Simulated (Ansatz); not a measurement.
# Ligand exchange: Cl2 + C2H2Cl2Sn → HCl + C2HCl3Sn

Species: Cl2 (chlorine), singlet; C2H2Cl2Sn `C#[C][SnH]([Cl])[Cl]`, singlet; HCl (hydrogen chloride), singlet; C2HCl3Sn `C#[C][Sn]([Cl])([Cl])[Cl]`, singlet. The partners trade Cl for H: Cl–Cl and Sn–H bonds give way to Cl–H and Sn–Cl.

Shapes, held fixed at every level: PBE0-D4/def2-TZVP. Programs: Ansatz 0.2.0. The zero-point and thermal change to 298 K, harmonic and unscaled (PBE0-D4/def2-TZVP), is +2.7 kJ/mol.

```csv
level,kind,ΔH(298 K) (kJ/mol),less CCSD(T)/def2-TZVPP,CPU time (sum over the molecules)
HF/def2-TZVPP,Hartree–Fock,-262.6,-8.6,–
r2SCAN-D4/def2-TZVPP,meta-GGA,-251.7,+2.3,51 s
r2SCAN0-D4/def2-TZVPP,global hybrid,-256.2,-2.2,54 s
wB97X-V/def2-TZVPP,range-separated hybrid,-248.0,+6.0,80 s
B2PLYP/def2-TZVPP,double hybrid,-248.7,+5.3,60 s
MP2/def2-SVP,perturbation theory,-284.7,-30.7,–
CCSD(T)/def2-TZVPP,coupled cluster or CI,-254.0,0.0,22 min
```

The highest level, CCSD(T)/def2-TZVPP, gives ΔH(298 K) = -254.0 kJ/mol; the levels span -284.7 to -248.0. The column of differences is taken from that level and isn't an error. No measured value is set beside it here. For atoms past krypton def2 sets carry core potentials with scalar relativity. Correlated rows may include outer-core shells of Sn, which these sets cover unevenly. Times are processor times on shared x86 and Arm servers, and rough.

Chlorination of the Sn–H bond is strongly exothermic at every level, with CCSD(T) giving -254.0 kJ/mol. The driving force is the replacement of two weak, nearly nonpolar bonds by two strong, polar ones. Cl–Cl is weakened by repulsion between lone pairs, and Sn–H by the poor match between the diffuse tin valence orbitals and hydrogen 1s, whereas H–Cl and Sn–Cl both gain from chlorine's high electronegativity. The thermal term of +2.7 kJ/mol is minor, so the heat release is essentially electronic.

Hartree–Fock already recovers this preference, consistent with an exchange that conserves the number of electron pairs and bonds. The four density functionals fall on both sides of the coupled-cluster value, none further away than +6.0 kJ/mol. MP2 is the outlier at -30.7 kJ/mol, probably in large part because of its smaller basis, so the gap is no measure of MP2 itself. The exothermicity does not establish selectivity for Sn–H, since chlorine could also add to the alkyne or cleave the Sn–C bond.
